Dear colleague,

The "Q" line of an MP4 output is the fourth-order energy of quadruple excitations, yet no program stores a quadruple, and for H$_2$, which has none, the line is non-zero and positive. Both facts follow from one piece of algebra, which I derive below and then evaluate for two separated H$_2$ molecules. Energies are in hartree ($E_h$).

## 1. Premises and notation

1. The reference $\Phi$ is a non-degenerate Hartree–Fock determinant of real, canonical spin orbitals with energies $\varepsilon_p$. Indices $i,j,k,l$ are occupied, $a,b,c,d$ virtual; there are $o$ occupied and $v$ virtual spin orbitals, and every virtual lies above every occupied one.
2. $H_0=\sum_p\varepsilon_p\,p^\dagger p$ (Møller–Plesset partitioning), $H_0\Phi=E_0\Phi$, and $W=H-H_0-E^{(1)}$, with the constant $E^{(1)}$ chosen so that $\langle\Phi|W|\Phi\rangle=0$.
3. Intermediate normalisation: $\langle\Phi|\Psi^{(n)}\rangle=0$ for $n\ge1$.

Write $v_{ij}^{ab}=\langle ab\|ij\rangle=\langle ij\|ab\rangle$ for the antisymmetrised integrals and $D_{ij}^{ab}=\varepsilon_i+\varepsilon_j-\varepsilon_a-\varepsilon_b<0$. The operator $\tau_{ij}^{ab}=a^\dagger b^\dagger ji$ makes a double excitation. A Greek label $\mu$ stands for one distinct double, $i<j$, $a<b$, so $\sum_\mu=\tfrac14\sum_{ijab}$ and $\Phi_\mu=\tau_\mu\Phi$.

Two properties of the $\tau$ are used throughout. They commute, because virtual creators and occupied annihilators all anticommute with one another and each $\tau$ holds an even number of them. And $\tau_\mu\tau_\nu=0$ if $\mu$ and $\nu$ share an index, which is the exclusion principle.

## 2. The fourth-order energy

Put $H_0+\lambda W$ into the Schrödinger equation and collect powers of $\lambda$:

$$(E_0-H_0)\Psi^{(n)}=W\Psi^{(n-1)}-\sum_{k=2}^{n}E^{(k)}\Psi^{(n-k)},\qquad \Psi^{(0)}=\Phi .$$

Projection on $\Phi$ gives $E^{(n)}=\langle\Phi|W|\Psi^{(n-1)}\rangle$. With the resolvent $R$, equal to $(E_0-H_0)^{-1}$ on excited determinants and zero on $\Phi$,

$$\Psi^{(1)}=RW\Phi,\qquad \Psi^{(2)}=RW\Psi^{(1)},\qquad \Psi^{(3)}=RW\Psi^{(2)}-E^{(2)}R\Psi^{(1)} .$$

Since $\langle\Phi|WR=\langle\Psi^{(1)}|$,

$$E^{(4)}=\langle\Psi^{(1)}|W|\Psi^{(2)}\rangle-E^{(2)}S,\qquad S=\langle\Psi^{(1)}|\Psi^{(1)}\rangle .\tag{1}$$

The last term is the renormalisation term. For $N$ independent molecules $E^{(2)}$ and $S$ each grow as $N$, so it grows as $N^2$, and something must cancel that.

Brillouin's theorem removes singles from $W\Phi$, and a two-electron operator reaches no further than doubles. Let $X=\sum_\mu v_\mu\tau_\mu$ be the part of the two-electron operator $\tfrac14\sum\langle pq\|rs\rangle p^\dagger q^\dagger sr$ that empties two occupied and fills two virtual orbitals. Then $W\Phi=X\Phi$ and

$$\Psi^{(1)}=T\Phi,\quad T=\sum_\mu t_\mu\tau_\mu,\quad t_\mu=\frac{v_\mu}{D_\mu},\quad E^{(2)}=\sum_\mu v_\mu t_\mu,\quad S=\sum_\mu t_\mu^2 .\tag{2}$$

$W$ changes the excitation rank by at most two, so $\Psi^{(2)}$ holds singles, doubles, triples and quadruples, and (1) splits accordingly. I use the convention that books the whole renormalisation term with the quadruples:

$$E^{(4)}_Q\equiv\langle\Psi^{(1)}|W|\Psi^{(2)}_Q\rangle-E^{(2)}S .\tag{3}$$

If $c_Q$ is the coefficient of a quadruple in $\Psi^{(2)}$ and $D_Q<0$ its denominator, the first term is $\sum_Q D_Qc_Q^2\le0$. The second is positive, because $E^{(2)}=\sum_\mu D_\mu t_\mu^2<0$. Hence $E_Q^{(4)}\le -E^{(2)}S$; the definition does not fix its sign.

## 3. The quadruples factorise

Only $X$ raises the rank by two, so the quadruple part of $WT\Phi$ is $XT\Phi$. The determinant $\tau_\mu\tau_\nu\Phi$, when it exists, has the denominator $D_\mu+D_\nu$, because $H_0$ is a sum of orbital energies. Therefore

$$\Psi^{(2)}_Q=\sum_{\mu\nu}\frac{v_\mu t_\nu}{D_\mu+D_\nu}\,\tau_\mu\tau_\nu\Phi .$$

The operator product and the denominator are symmetric in $\mu,\nu$, so the numerator may be replaced by its symmetric part. With $v_\mu=D_\mu t_\mu$,

$$\frac{\tfrac12(v_\mu t_\nu+v_\nu t_\mu)}{D_\mu+D_\nu}=\frac{\tfrac12(D_\mu+D_\nu)\,t_\mu t_\nu}{D_\mu+D_\nu}=\tfrac12t_\mu t_\nu ,$$

$$\boxed{\Psi^{(2)}_Q=\tfrac12T^2\Phi}\tag{4}$$

The eight-index denominator is gone. Two pairs can be excited in either order, and the two orders add up to a product of independent pair amplitudes; such quadruples are called disconnected. The sum runs over all $\mu,\nu$, since pairs with a shared index are removed by $\tau_\mu\tau_\nu=0$.

## 4. The unlinked part cancels the renormalisation term

From a quadruple back to a double only the rank-lowering part $X^\dagger$ of $W$ acts, so the first term of (3) is $\langle\Phi|T^\dagger X^\dagger\tfrac12T^2|\Phi\rangle$. Expanding the double commutator and rearranging gives

$$X^\dagger T^2=[[X^\dagger,T],T]+2TX^\dagger T-T^2X^\dagger .$$

Act on $\Phi$. First, $X^\dagger\Phi=0$. Second, $X^\dagger T\Phi$ has rank zero, so it is $\Phi$ times $\langle\Phi|X^\dagger T|\Phi\rangle=\sum_\mu v_\mu t_\mu=E^{(2)}$. Thus

$$X^\dagger\tfrac12T^2\Phi=\tfrac12[[X^\dagger,T],T]\,\Phi+E^{(2)}T\Phi .\tag{5}$$

Projected on $\langle\Phi|T^\dagger$, the last term gives $+E^{(2)}S$, a product of two closed sums (unlinked). It cancels the renormalisation term exactly, and

$$\boxed{E^{(4)}_Q=\sum_\mu t_\mu Q_\mu=\tfrac14\sum_{ijab}t_{ij}^{ab}Q_{ij}^{ab},\qquad Q_\mu=\langle\Phi_\mu|\tfrac12[[X^\dagger,T],T]|\Phi\rangle}\tag{6}$$

Only the unlinked part of the quadruples cancels; the linked part is the result. The product $E^{(2)}S=\sum_{\mu\nu}t_\mu^2v_\nu t_\nu$ includes pairs $\mu,\nu$ with a common index, to which no determinant belongs. In (5) these terms are present in $E^{(2)}T\Phi$ and are compensated inside the commutator, so $Q$ contains them with the opposite sign. They are called exclusion-principle-violating terms.

## 5. The four terms of $Q$

By (5), $Q_{ij}^{ab}=\langle\Phi_{ij}^{ab}|X^\dagger\tfrac12T^2|\Phi\rangle-E^{(2)}t_{ij}^{ab}$. Moving pairs of operators past each other costs no sign, so $\tau_{kl}^{cd}\tau_{ij}^{ab}\Phi=a^\dagger b^\dagger c^\dagger d^\dagger lkji\,\Phi\equiv\Phi_{ijkl}^{abcd}$, antisymmetric in the upper and in the lower indices. Then

$$\langle\Phi_{ij}^{ab}|X^\dagger\tfrac12T^2|\Phi\rangle=\tfrac14\sum_{klcd}v_{kl}^{cd}\,c_{ijkl}^{abcd},\qquad c_{ijkl}^{abcd}=\langle\Phi_{ijkl}^{abcd}|\tfrac12T^2|\Phi\rangle .$$

The coefficient $c$ collects every way to share the four holes and four particles between two amplitudes: $6\times6=36$ ordered ways, each product occurring twice, so 18 products with unit weight. Let the first amplitude be the one that carries $i$. The sign of a product is the parity of the hole order times that of the particle order:

- holes: $+(ij|kl)$, $-(ik|jl)$, $+(il|jk)$;
- particles: $+(ab|cd)$, $+(cd|ab)$, $-(ac|bd)$, $-(bd|ac)$, $+(ad|bc)$, $+(bc|ad)$.

This 18-term sum is itself antisymmetric, so it vanishes when two holes or two particles coincide, and the sums over $k,l,c,d$ need no restriction. Let $P(ab)f_{ab}=f_{ab}-f_{ba}$. Exchanging the names $c\leftrightarrow d$, or $k\leftrightarrow l$, flips the sign of $v_{kl}^{cd}$. Hence $+(ad|bc)$ equals $-(ac|bd)$ and $-(bd|ac)$ equals $+(bc|ad)$ under the sum, and the four mixed particle splits reduce to $-2P(ab)(ac|bd)$. Likewise $+(il|jk)$ equals $-(ik|jl)$, and the two together give $-2(ik|jl)$. Each group carries the prefactor $\tfrac14v_{kl}^{cd}$.

1. $(ij|kl)(ab|cd)$, one product: $t_{ij}^{ab}\cdot\tfrac14\sum v_{kl}^{cd}t_{kl}^{cd}=E^{(2)}t_{ij}^{ab}$. This is the unlinked term, which is subtracted.
2. $(ij|kl)(cd|ab)$, one product: $\tfrac14\sum v_{kl}^{cd}\,t_{ij}^{cd}t_{kl}^{ab}$.
3. $(ij|kl)$ with mixed particles, four products: $\tfrac14(-2)P(ab)\sum v_{kl}^{cd}\,t_{ij}^{ac}t_{kl}^{bd}$.
4. Mixed holes with $(ab|cd)+(cd|ab)$, four products: $\tfrac14(-2)\sum v_{kl}^{cd}\,(t_{ik}^{ab}t_{jl}^{cd}+t_{ik}^{cd}t_{jl}^{ab})$. Renaming $k\leftrightarrow l$ turns the second product into $-t_{jk}^{ab}t_{il}^{cd}$, so the bracket is $P(ij)\,t_{ik}^{ab}t_{jl}^{cd}$.
5. Mixed holes and mixed particles, eight products: $\tfrac14(-2)(-2)P(ab)\sum v_{kl}^{cd}\,t_{ik}^{ac}t_{jl}^{bd}$. Renaming both pairs leaves $v$ unchanged and turns $t_{ik}^{bc}t_{jl}^{ad}$ into $t_{jk}^{ac}t_{il}^{bd}$, so $P(ab)$ may be written $P(ij)$.

The groups hold $1+1+4+4+8=18$ products, and

$$\boxed{Q_{ij}^{ab}=\sum_{klcd}v_{kl}^{cd}\Big[\tfrac14t_{ij}^{cd}t_{kl}^{ab}-\tfrac12P(ab)\,t_{ij}^{ac}t_{kl}^{bd}-\tfrac12P(ij)\,t_{ik}^{ab}t_{jl}^{cd}+P(ij)\,t_{ik}^{ac}t_{jl}^{bd}\Big]}\tag{7}$$

I call the terms ladder, particle, hole and ring.

**Link to coupled-cluster doubles.** CCD solves $\langle\Phi_\mu|e^{-T}He^{T}|\Phi\rangle=0$ with unknown amplitudes. In the expansion $H+[H,T]+\tfrac12[[H,T],T]+\dots$ each $T$ raises the rank by two and $H$ lowers it by at most two. Projection on a double therefore removes cubic and higher terms, and in the quadratic term only $X^\dagger$ survives. With $\langle\Phi_\mu|[H_0,T]|\Phi\rangle=-D_\mu t_\mu$ the equation reads $D_\mu t_\mu=v_\mu+\langle\Phi_\mu|[W,T]|\Phi\rangle+Q_\mu(t)$, and the energy is $\sum_\mu v_\mu t_\mu$. The quadratic term first enters the third-order amplitude, as $Q_\mu/D_\mu$ at first-order $t$, and contributes $\sum_\mu v_\mu Q_\mu/D_\mu$, which is (6).

## 6. Cost

There are of order $o^4v^4$ quadruples, and (7) summed naively costs the same. But in each term $v$ can first be contracted with one amplitude:

| term | intermediate | work |
|---|---|---|
| ladder | $I_{ij}^{kl}=\sum_{cd}v_{kl}^{cd}t_{ij}^{cd}$ | $o^4v^2$ |
| particle | $f_{bc}=\sum_{kld}v_{kl}^{cd}t_{kl}^{bd}$ | $o^2v^3$ |
| hole | $g_{jk}=\sum_{lcd}v_{kl}^{cd}t_{jl}^{cd}$ | $o^3v^2$ |
| ring | $Y_{jb,kc}=\sum_{ld}v_{kl}^{cd}t_{jl}^{bd}$ | $o^3v^3$ |

The second contraction, for instance $\sum_{kc}t_{ik}^{ac}Y_{jb,kc}$, has the same scaling as the first in every row. The cost falls from the eighth to the sixth power of system size, led by $o^3v^3$ when $v>o$. This is possible only because (4) removed the denominator that tied all eight indices together. The triples of $\Psi^{(2)}$ have no such product form: their amplitudes keep a six-index denominator and need one further sum over a virtual index, $o^3v^4$, so complete MP4 remains a seventh-power method.

## 7. Two electrons

With two electrons no quadruple exists, $T^2\Phi=0$, and (3) gives directly

$$E_Q^{(4)}=-E^{(2)}\langle\Psi^{(1)}|\Psi^{(1)}\rangle>0 .\tag{8}$$

Equation (7) must reproduce this. Let the occupied orbitals be 1 and 2, $t^{ab}=t_{12}^{ab}$, $v^{ab}=v_{12}^{ab}$, so $E^{(2)}=\tfrac12\sum_{cd}v^{cd}t^{cd}$, and let $M_{ab}=\sum_{cd}t^{ac}v^{cd}t^{bd}=-M_{ba}$. For $i=1$, $j=2$:

- ladder: $kl=12,21$ give $\tfrac14\cdot2\cdot2E^{(2)}t^{ab}=E^{(2)}t^{ab}$;
- particle: $-\tfrac12P(ab)\,2M_{ab}=-2M_{ab}$;
- hole: only $k=2$, $l=1$ survives, with $v_{21}t_{12}t_{21}$ giving $2E^{(2)}t^{ab}$; $P(ij)$ doubles it, leaving $-2E^{(2)}t^{ab}$;
- ring: the same $k,l$ give $M_{ab}$, doubled by $P(ij)$ to $2M_{ab}$.

So $Q^{ab}=-E^{(2)}t^{ab}$, and (6) gives (8). Here $Q$ is purely exclusion-principle-violating. Equation (8) also holds for three electrons, or with fewer than four virtual spin orbitals, since $T^2\Phi$ vanishes there too.

## 8. Range of validity

Equations (4) to (7) are identities of fourth-order theory in any finite basis, under these conditions.

- **One-electron $H_0$.** Step (4) needs additive denominators. A partitioning that takes diagonal elements of the full $H$ as zeroth-order energies lacks them in general.
- **Hartree–Fock reference**, restricted closed-shell or unrestricted. If Fock elements between occupied and virtual orbitals are non-zero, $\Psi^{(1)}$ has singles and more terms appear.
- **Canonical orbitals are not essential.** With the Fock operator $F$ as $H_0$ and orbitals rotated within the occupied and within the virtual space, $T$ solves $[F,T]=-X$. As $X$ commutes with $T$, $(E_0-F)\tfrac12T^2\Phi=XT\Phi$, so (4) to (7) stand, with $t$ from linear equations.
- **Complex orbitals** need $t^*$ as the first factor in (6), $\langle kl\|cd\rangle$ in (7) and $t=\langle ab\|ij\rangle/D$.
- **Small amplitudes.** The algebra holds for any non-zero denominators, but the number is useful only if the series converges fast. $E_Q^{(4)}$ scales as $v^4/D^3$ and grows without bound when a gap closes.

For non-interacting fragments with localised orbitals $T=T_A+T_B$, $X=X_A+X_B$ and $[X_A^\dagger,T_B]=0$, so the double commutator in (6) is a sum over fragments and $E_Q^{(4)}$ is additive.

## 9. Two separated H$_2$ molecules

Take a minimal basis, one bonding orbital $\sigma_g$ (1) and one antibonding orbital $\sigma_u$ (2) per molecule. As given inputs I use approximate STO-3G values at a bond length of 1.4 bohr, in $E_h$: $\varepsilon_1=-0.5782$, $\varepsilon_2=0.6703$, Coulomb integrals $J_{11}=0.6746$, $J_{12}=0.6636$, $J_{22}=0.6975$, and exchange integral $K=0.1813$.

**One molecule.** The only double is $\sigma_g^2\to\sigma_u^2$, with $v=K$ and $D=-d$, $d=2(\varepsilon_2-\varepsilon_1)=2.4970$. Singles are odd under inversion and drop out. From $\varepsilon_1=h_{11}+J_{11}$ and $\varepsilon_2=h_{22}+2J_{12}-K$ ($h$ being the one-electron integrals), the double lies $2h_{22}+J_{22}-2h_{11}-J_{11}=d+w=1.5773$ above $\Phi$, with $w=J_{11}+J_{22}-4J_{12}+2K=-0.9197$ the diagonal element of $W$. The full-CI correlation energy at coupling $\lambda$ solves $E=-\lambda^2K^2/(d+\lambda w-E)$, and iteration gives

$$E^{(2)}=-\frac{K^2}{d},\quad E^{(3)}=\frac{K^2w}{d^2},\quad E^{(4)}=-\frac{K^2w^2}{d^3}+q,\quad E^{(5)}=\frac{K^2w^3}{d^4}-\frac{3qw}{d},\quad q=\frac{K^4}{d^3}.$$

The first part of $E^{(4)}$ is the doubles term. With $t=-K/d=-0.0726$, $S=t^2=5.27\times10^{-3}$ and $E^{(2)}=-13.16$ m$E_h$, equation (8) gives $q=69.4\ \mu E_h$, the second part. In (7), $M_{ab}=Kt^2$, so ladder, particle, hole and ring contribute $Kt^3\times(1,-2,-2,+2)$, that is $-69.4$, $+139$, $+139$ and $-139\ \mu E_h$.

**Two molecules, A and B, at infinite separation.** Orbitals localised on A or B are still canonical, being degenerate, and all integrals that excite A and B jointly vanish. (At finite distance $r$ they fall as $r^{-3}$ and carry dispersion.) Then $T=t(\tau_A+\tau_B)$, $E^{(2)}=-2K^2/d$, $S=2t^2$, and the renormalisation term is $4q$. One quadruple is reached, with both molecules excited. It comes from either double through $K$, so $c_Q=2Kt/(-2d)=t^2$, which is (4): $\tfrac12T^2=t^2\tau_A\tau_B$. Its energy is $D_Qc_Q^2=-2dt^4=-2q$.

| $\mu E_h$ | one H$_2$ | two H$_2$ |
|---|---|---|
| renormalisation, $-E^{(2)}S$ | $+69.4$ | $+278$ |
| quadruple determinants | $0$ | $-139$ |
| of which unlinked | $-69.4$ | $-278$ |
| of which linked, $\sum t_\mu Q_\mu$ | $+69.4$ | $+139$ |
| $E_Q^{(4)}$ | $+69.4$ | $+139$ |

For $N$ molecules the renormalisation term is $N^2q$, the $N(N-1)/2$ quadruples give $-2q$ each, and $N^2q-N(N-1)q=Nq$ remains. Configuration interaction with doubles only keeps the renormalisation and lacks the quadruple. For the pair it gives $\Delta-\sqrt{\Delta^2+2K^2}=-40.63$ m$E_h$, with $2\Delta=d+w$, against the full-CI value $2(\Delta-\sqrt{\Delta^2+K^2})=-41.14$ m$E_h$: an error of $0.51$ m$E_h$, of which $2q$ is the fourth-order part.

**What rivals the effect.** Per molecule $E^{(3)}=-4.85$ and the fourth-order doubles term is $-1.79$ m$E_h$, so $q$ is $3.9\%$ of the latter. MP4 sums to $-19.73$ m$E_h$ against full CI $-20.57$ m$E_h$. The error, $0.84$ m$E_h$, is 12 times $q$, and $E^{(5)}=-0.58$ m$E_h$ alone exceeds $q$. The series converges: the two roots meet where $(d+\lambda w)^2+4\lambda^2K^2=0$, at $|\lambda|=d/\sqrt{w^2+4K^2}=2.53>1$. It fails on stretching. At large bond length $\rho$, with $U$ the on-atom repulsion, $h_{22}-h_{11}\to0$, all $J\to\tfrac12(U+1/\rho)$ and $K\to\tfrac12(U-1/\rho)$, so $d\to2/\rho$, the radius falls to zero and $q$ diverges.

The model's $E_Q^{(4)}$ for the pair is $+139\ \mu E_h$, or $0.087$ kcal/mol, exactly twice the monomer value, so it adds nothing to an interaction energy at infinite separation. It is the minimal-basis model's number, not the molecule's. The correlation energy of H$_2$ near equilibrium is typically about 40 m$E_h$ in magnitude, and this basis recovers about half. Both factors of $-E^{(2)}S$ miss the excitations into further $\sigma$ and into $\pi$ orbitals, so expect a large-basis value of the same positive sign and several times larger.